**Notebook: SrO, choice of level for volume, stiffness and gap**

The naive picture of a ladder of methods is that each dearer rung lands closer to the truth, and that a closed-shell rocksalt oxide with two atoms in the cell is easy on every rung. SrO does not bear this out. On one and the same cell the band gap, the energy from the highest filled to the lowest empty band state, runs from 0 to 7.5 eV. The volume per atom $V$ and the bulk modulus $B=-V\,dP/dV$ (resistance to uniform pressure $P$) are given for three rows only, and across these the volume moves by 3 %, the modulus by 11 % and the gap by 15 %. The two kinds of property depend on different parts of a calculation, and this decides which level suits which purpose.

SrO (Fm-3m) in several programs, without spin polarization or spin-orbit coupling. Gaps and times are from single points on the r2SCAN-relaxed cell, volumes from a relaxation or energy curve, and bulk moduli are at fixed cell shape. The plane-wave PAW runs use 420 eV (PBE) and 500 eV (r2SCAN) with 8×8×8 k points, and 260 eV with 4×4×4 for the coarse run.

| name | kind | band gap (eV) | volume per atom (Å³) | bulk modulus (GPa) | atoms computed | rough processor time, order of size (s) |
| --- | --- | --- | --- | --- | --- | --- |
| PBE coarse-settings | low cutoff and mesh | 3.377 | n/a | n/a | 2 | 0.4 |
| PBE | semilocal | 3.317 | 17.521 | 84.40 | 2 | 1 |
| PM7 | semi-empirical | 7.487 | n/a | n/a | 64 | 2 |
| PM6 | semi-empirical | 3.109 | n/a | n/a | 64 | 2 |
| r2SCAN | semilocal | 3.799 | 17.171 | 93.60 | 2 | 3 |
| PBE SZV | small basis | 0.279 | n/a | n/a | 2 | 6 |
| GFN1-xTB tblite | tight binding | 6.237 | n/a | n/a | 64 | 6 |
| GFN2-xTB tblite | tight binding | 0.000 | n/a | n/a | 64 | 7 |
| GLLB-SC | model potential | 6.866 | n/a | n/a | 2 | 7 |
| PBE DZVP | small basis | 3.408 | 17.719 | 84.70 | 2 | 10 |
| PBE sz-orbitals | small basis | 2.985 | n/a | n/a | 2 | 50 |

I follow PBE and r2SCAN in plane waves, and PBE DZVP, the same functional as the first in a small atom-centred basis. The step from PBE to r2SCAN shows mainly what the functional does, although r2SCAN also ran at a higher cutoff. The step from PBE to DZVP shows what the numerical representation does.

**Stiffness follows volume**

r2SCAN gives a volume 2.0 % below PBE and a modulus 10.9 % above it. That PBE leaves solids too expanded, and that r2SCAN binds them more tightly through its use of the kinetic-energy density, is general experience with these functionals. The point to test is whether the two steps are independent. A crystal stiffens when squeezed, because the repulsion between closed shells rises faster than the Coulomb attraction, so a functional that merely pulls the ions closer must also report a larger $B$.

The Born-Landé model puts a size on this. With nearest-neighbour distance $r$, ionic charge $\pm ze$ and Madelung constant $\alpha$, the energy of one SrO pair is

$$E(r)=-\frac{A}{r}+\frac{C}{r^{n}},\qquad A=\frac{\alpha z^{2}e^{2}}{4\pi\varepsilon_0}.$$

In rocksalt a pair fills $2r^3$, so $V=r^3$. Setting $dE/dr=0$ at $r_0$ removes $C$ and leaves $d^2E/dr^2=(n-1)A/r_0^3$. Converting from $r$ to volume, and differentiating once more for $B'=dB/dP$, gives

$$B_0=\frac{(n-1)A}{18\,r_0^{4}},\qquad B'=\frac{n+7}{3}.$$

With $B'$ constant (the Murnaghan form), the modulus away from the minimum $V_0$ is $B(V)=B_0\,(V_0/V)^{B'}$.

The estimate fixes $n$ from the PBE row alone, with $z=2$, and takes each modulus to belong to that level's own minimum. The r2SCAN row is no part of this fit and enters only through its volume.

$$r_0=17.521^{1/3}=2.597\ \text{Å},\qquad A=1.7476\times4\times14.40=100.7\ \text{eV Å}$$

$$\frac{A}{18r_0^4}=\frac{100.7}{18\times45.5}=0.123\ \text{eV/Å}^3=19.7\ \text{GPa}$$

$$n=1+\frac{84.4}{19.7}=5.3,\qquad B'=\frac{5.3+7}{3}=4.1$$

$$B_{\rm PBE}(17.171\ \text{Å}^3)=84.4\left(\frac{17.521}{17.171}\right)^{4.1}=91.7\ \text{GPa}$$

The table has 93.6 GPa for r2SCAN, so PBE squeezed to the r2SCAN volume already covers 79 % of the step between the two moduli. The exponent $n$ trades against the assumed charge and serves only to place $B'$; with $B'=5$ the share would be 97 %. The comparison therefore supports a plain reading: in volume and stiffness, though not in the gap, r2SCAN acts much like PBE under an added pressure. The PBE run on the r2SCAN cell gives that pressure as 1.81 GPa, which the Murnaghan form reproduces closely. That agreement says nothing about r2SCAN, but it supports the assumption that the PBE modulus belongs to PBE's own minimum: had it been taken on the r2SCAN cell, the same form would give a pressure about a tenth too low.

The formula for $B'$ carries the rule to similar crystals. For a rocksalt solid with $n$ between 5 and 8, $B'$ lies between 4 and 5. Where an error in volume acts like an added pressure, each per cent of it brings an opposite error in modulus several times as large. Getting the volume right is the first condition for getting the stiffness right.

**Where the rule fails**

DZVP has a volume 1.1 % above plane-wave PBE, and the rule then asks for 80.6 GPa. The table gives 84.7 GPa, in effect the plane-wave value. A gentler scaling, $B\propto V^{-4/3}$ from the formula for $B_0$ at fixed $n$, comes nearer for this row but is much worse for r2SCAN. So DZVP is not the PBE curve under a uniform pull: it is stiffer at its own volume than PBE would be there, and the equal moduli do not show that the two curves coincide. The basis, the treatment of the cores, grid noise in the pressure and a modulus taken away from the row's own minimum are candidates, none of them tested here.

The coarse PBE run lowers the cutoff below the recommended value, thins the mesh and adds smearing, all at once. Its pressure on the shared cell is 0.50 GPa above the standard run. Read through the Murnaghan form with the PBE modulus, that would take a relaxation driven by this pressure to a volume about 0.5 % larger, a quarter of the step between the functionals. An energy curve at so low a cutoff need not agree, because the set of plane waves changes with the cell. The smearing has no part in this: its width of 0.02 eV is tiny against the gap, and its entropy term vanishes in the run. Cutoff and mesh were changed together, so the shift belongs to the pair.

**The gap is set by the potential**

In the plane-wave PBE and r2SCAN runs the gap is indirect, from the top of the valence band at Γ to the bottom of the conduction band at X, with the direct gap at X less than 0.1 eV higher. The valence band is O 2p and the state at X is mainly Sr 4d, as is standard for this oxide. The coarse run shifts the gap by only 0.06 eV from standard PBE, and both meshes contain Γ and X. Going to r2SCAN adds 0.48 eV, eight times as much.

Measured gaps lie at roughly 5 to 6 eV (a rough, recalled range), so PBE falls about 1.7 eV and r2SCAN about 1.2 eV below its lower end. Theory explains the shortfall. The true gap is the cost of removing an electron minus the gain on adding one, and the exact Kohn-Sham potential jumps by a constant when the electron count passes an integer. PBE has no such jump, and its self-interaction lifts the compact O 2p levels. r2SCAN has an orbital-dependent potential that puts part of the jump into the band energies.

GLLB-SC is built to add the jump, and gives 6.87 eV, which is 3.5 eV above PBE and about 0.9 eV above the top of the recalled range. The comparison with measurement is not like for like. The calculations hold the nuclei still and have no spin-orbit coupling, while zero-point motion, temperature and exciton binding lower a measured onset. These effects would narrow the excess of GLLB-SC and widen the shortfall of PBE and r2SCAN.

The basis can do as much damage as the functional. With PBE fixed, DZVP lies 0.09 eV above plane waves, sz-orbitals 0.33 eV below and SZV 3.0 eV below. DZVP is the control that puts the collapse on the SZV basis, and sz-orbitals shows that a minimal basis need not fail so badly. A single fixed p function on oxygen that cannot swell to fit O²⁻ would leave the valence band too high, but sz-orbitals is minimal too and keeps most of the gap. The small number of functions alone therefore does not explain the collapse. Their shape may, but the table does not show it.

The small DZVP offset should not be read finely. At least one run behind the table, not identified by row, used a 5×5×5 mesh, which misses X if centred on Γ. A gap taken from such a mesh alone comes out too large.

**Fitted methods**

The methods with parameters fitted mostly to molecules scatter over the whole range. GFN2-xTB closes the gap of an insulator, which is plainly wrong, though the table cannot tell a fault of the method from a poor self-consistent solution. GFN1-xTB lies nearest of all rows to the recalled range, but three GFN1 runs on this crystal did not converge and its sister method gives zero, so the nearness earns no trust. PM6 and PM7 differ by 4.4 eV on the same cluster and describe different bonding: the runs put +0.70 e on Sr in PM6 and +1.77 e in PM7. The closeness of PM6 to PBE is thus no sign of accuracy, and PM6 is also an exception to the usual excess of Hartree-Fock orbital gaps.

**Cost and choice**

The rough times span a factor of 125, and their rank correlation with the distance from the recalled gap range is +0.11, which for eleven rows is no trend. They come from different programs and cells; the cluster methods computed 64 atoms against 2. Only the size of a class of methods can be read from them.

Among the plane-wave rows, work should scale as the number of irreducible k points times the cutoff to the power 1.5. That predicts a saving of 7.4 for the coarse run, while the table shows about 2.5; fixed overhead is the usual reason on so small a cell. r2SCAN takes about 3 times as long as PBE, more than its higher cutoff accounts for. The fits and residuals are in the output printed below.

For density or lattice match, the tolerance decides. A tolerance of 3 % in volume is wider than the step from PBE to r2SCAN, the step from PBE to DZVP and the shift inferred for the coarse run, each taken alone. The first two add up, though: DZVP lies 3.2 % above r2SCAN. At 1 % the functional must be chosen on purpose and DZVP no longer stands in for plane waves. r2SCAN is the better first choice, since PBE tends to leave solids too expanded, and it costs little more on a small cell.

For stiffness, PBE and r2SCAN fall on either side of the rough recalled value of 90 GPa. Either serves to estimate the response to uniform pressure to about 10 %. A general load or a thermal stress also needs the shear response, and the latter the thermal expansion, which no row gives. A tighter figure needs the volume settled first, including thermal expansion and zero-point motion, which soften a real crystal. A modulus should be quoted with the volume at which it was taken.

For the gap, all three plane-wave semilocal rows and DZVP class SrO correctly as a wide-gap insulator, which is enough to rule out a metal in screening. For an absorption edge or a band alignment to half an electronvolt no density-functional row serves: r2SCAN lies below and GLLB-SC above, about 3 eV apart. That purpose calls for a many-body method, or for a hybrid functional first checked on similar oxides, since common screened hybrids still tend to fall short for wide gaps. Both cost much more, and an alignment also needs a common reference level, which a bulk gap does not supply. A small basis or a fitted method should first be run against plane waves on the primitive cell, a matter of seconds here, since SZV and GFN2-xTB would have sorted this oxide with the narrow-gap solids and the metals.

The analysis program printed:

```
level | gap eV | minus plane-wave PBE | offset from rough recalled 5-6 eV | time s
PBE coarse-settings   3.377  +0.060  -1.62   0.4
PBE                   3.317  +0.000  -1.68   1.0
PM7                   7.487  +4.170  +1.49   2.0
PM6                   3.109  -0.208  -1.89   2.0
r2SCAN                3.799  +0.482  -1.20   3.0
PBE SZV               0.279  -3.038  -4.72   6.0
GFN1-xTB tblite       6.237  +2.920  +0.24   6.0
GFN2-xTB tblite       0.000  -3.317  -5.00   7.0
GLLB-SC               6.866  +3.549  +0.87   7.0
PBE DZVP              3.408  +0.091  -1.59  10.0
PBE sz-orbitals       2.985  -0.332  -2.02  50.0
gap spread 7.49 eV; table rounding 0.0005 eV; GLLB-SC minus r2SCAN 3.067 eV
direct (X) minus indirect gap eV: PBE coarse-settings 0.073, PBE 0.086, r2SCAN 0.081
direct gap steps from PBE: coarse +0.048, r2SCAN +0.478 eV; r2SCAN gap +14.5 %
rank correlation of time with size of gap offset: +0.11 (p = 0.75, 11 rows)
Madelung constant 1.7476; Born-Lande with formal charge 2:
  PBE       r 2.597 A, n 5.29, B' 4.10; vs PBE: V +0.00 %, r +0.00 %, B +0.0 GPa (+0.0 %)
  r2SCAN    r 2.580 A, n 5.63, B' 4.21; vs PBE: V -2.00 %, r -0.67 %, B +9.2 GPa (+10.9 %)
  PBE DZVP  r 2.607 A, n 5.37, B' 4.12; vs PBE: V +1.13 %, r +0.38 %, B +0.3 GPa (+0.4 %)
PBE pressure on r2SCAN cell: Murnaghan 1.775, run 1.807, residual +0.032 GPa (rounding 0.005)
r2SCAN pressure on its own cell 0.003 GPa
PBE volume from pressure 17.527, table 17.521 A^3, residual +0.03 %
coarse run: extra pressure 0.50 GPa, implied volume shift +0.54 % (PBE modulus assumed)
modulus from PBE rescaled to the volume of the row, GPa (rounding about 0.05):
  r2SCAN    PBE curve, model B'   91.7, table 93.6, residual +1.9
  r2SCAN    PBE curve, B' = 5     93.4, table 93.6, residual +0.2
  r2SCAN    V^(-4/3) scaling      86.7, table 93.6, residual +6.9
  PBE DZVP  PBE curve, model B'   80.6, table 84.7, residual +4.1
  PBE DZVP  PBE curve, B' = 5     79.8, table 84.7, residual +4.9
  PBE DZVP  V^(-4/3) scaling      83.1, table 84.7, residual +1.6
apparent -dlnB/dlnV from PBE: r2SCAN 5.13, DZVP -0.32
share of r2SCAN stiffening from volume alone: 79 % (model B'), 97 % (B' = 5)
PM7 - PM6: gap 4.378 eV, Sr charge 1.07 e, bare Madelung shift 21 eV, 4.8 times the step
heat of formation above rough recalled -140: PM6 108, PM7 42 kcal/mol
cluster of 64 atoms = 32 primitive cells or folded k points; 8x8x8 mesh = 512
time ratio PBE / PBE coarse-settings: table 2.5, Nk*Ecut^1.5 gives 7.4
time ratio r2SCAN / PBE: table 3.0, Nk*Ecut^1.5 gives 1.3
time range of all rows: factor 125
```
